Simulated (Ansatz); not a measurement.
**PtS₂**

Method: r²SCAN, scalar-relativistic; no spin polarisation; PAW, 500 eV, Γ-centred 8×8×4 mesh, 0.05 eV Gaussian smearing; code Ansatz. The datasets are Ansatz's generated set soft_2.

```
Pt S
1.0
     3.54783    0.00000    0.00000
    -1.77392    3.07252    0.00000
     0.00000    0.00000    5.59569
Pt S
1 2
Direct
  0.00000 0.00000 0.00000
  0.33333 0.66667 0.22042
  0.66667 0.33333 0.77958
```

The chain of runs began from a cell as deposited in COD, expanded in volume. Of that entry: the entry's cell lengths or inner coordinates differ somewhat from later room-temperature determinations. The relaxation kept the space group but changed the cell's proportions, one axis by 7 % at equal volume, so the results may not describe the measured structure. The database's entry of this formula in the relaxed cell's space group, P-3m1, has axes of 3.543 × 3.543 × 5.039 Å and 18.26 Å³/atom (1965), the relaxed one 3.548 × 3.548 × 5.596 Å and 20.33.

At this volume the pressure is 0.05 GPa.

The cell has space group P-3m1 (read at 0.01 Å). In it the stress is 0.04, 0.04, 0.05, 0.00, 0.00, 0.00 GPa and the largest force component 0.000 eV/Å. Each change below starts from this cell, without further relaxation. Stress is in GPa, positive in compression, in the order xx, yy, zz, yz, xz, xy; energies are counted from the cell above.

**Question.** What happens when atom 2 (S) is moved by 0.05 Å along y?

**Answer.** The energy changes by 11.8 meV per cell, and the force on it along the shift is -0.464 eV/Å (−F/u = 9.27 eV/Å²). Stress: 0.94, -0.67, 0.15, -1.60, 0.00, 0.00. The gap on the mesh goes from 1.37 eV to 1.28 eV.
```tsv
atom	Fx (eV/Å)	Fy	Fz
Pt1	0.000	0.415	-0.023
S2	0.000	-0.464	0.026
S3	0.000	0.049	-0.003
```
In a harmonic crystal the energy would rise by −½F·u = ½ × 9.27 × 0.05² eV = 11.6 meV, which matches.

**Question.** What stress follows from an engineering strain of -2 % in yy, atoms carried along?

**Answer.** 1.97, 5.62, 1.99, 1.08, 0.00, 0.00 GPa; the energy changes by 21.1 meV per cell. The gap on the mesh goes from 1.37 eV to 1.34 eV.
```
atom  Fx (eV/Å)      Fy      Fz
 Pt1      0.000   0.000   0.000
  S2      0.000   0.152   0.267
  S3      0.000  -0.152  -0.267
```
The change of the stress over the strain gives a clamped-atom stiffness of about 279 GPa for this component, a secant value that lies under the elastic constant in tension and over it in compression, by several per cent for each per cent of strain.
In a harmonic crystal the energy would rise by V(½Cε² − σ₀ε), with σ₀ the stress of the unstrained cell, = 21.6 meV, which matches.

**Question.** All atoms and the cell are disturbed at random:
```xyz
3
Lattice="3.5480 -0.0329 -0.0159 -1.8025 3.0642 -0.0283 -0.0250 -0.0660 5.5285" Properties=species:S:1:pos:R:3 pbc="T T T"
Pt   -0.0182    0.0457   -0.0220
S     0.0200    2.0055    1.2469
S     1.7187    0.9141    4.2595
```
Give the energy change, the stress and the forces.

**Answer.** 83.9 meV per cell; stress -0.83, 1.86, -0.92, 1.67, -2.05, 2.06 GPa. The gap on the mesh goes from 1.37 eV to 1.13 eV.
| atom | Fx (eV/Å) | Fy | Fz |
| --- | --- | --- | --- |
| Pt1 | 0.314 | -1.151 | 0.511 |
| S2 | -0.464 | 0.774 | -0.450 |
| S3 | 0.149 | 0.377 | -0.061 |

Kohn–Sham gaps of semilocal functionals lie under measured ones, often by a third or more. Scalar-relativistic only: spin–orbit splittings of the heavy atoms' levels are missing. The structure is built of weakly bound layers, and this functional has no dispersion term, so their spacing and all that hangs on it (volume, the soft elastic constants, low modes, dielectric constants) are poorly given.

The restoring force on the displaced sulfur is taken up almost entirely by platinum (0.415 eV/Å, against 0.049 on the other sulfur), as expected for stiff, covalent Pt–S bonds within the layer. Compression along yy pushes both sulfurs away from the platinum plane: the layer tends to thicken and so restore its bond lengths. Letting the atoms follow would therefore lower the stiffness below the clamped 279 GPa, and probably relieve much of the zz stress as well.

The gap narrows in all three distortions. In octahedral, low-spin d⁶ Pt(IV) it separates filled S p and Pt t₂g-like states from empty, antibonding e_g-like ones, so splitting and mixing of these levels at lowered symmetry is a probable cause. The gap of PtS₂ is also known to shrink strongly as layers couple through sulfur p_z states. The overlong stacking axis weakens that coupling and probably widens the gap, so 1.37 eV can't be taken as a lower bound for the bulk crystal.
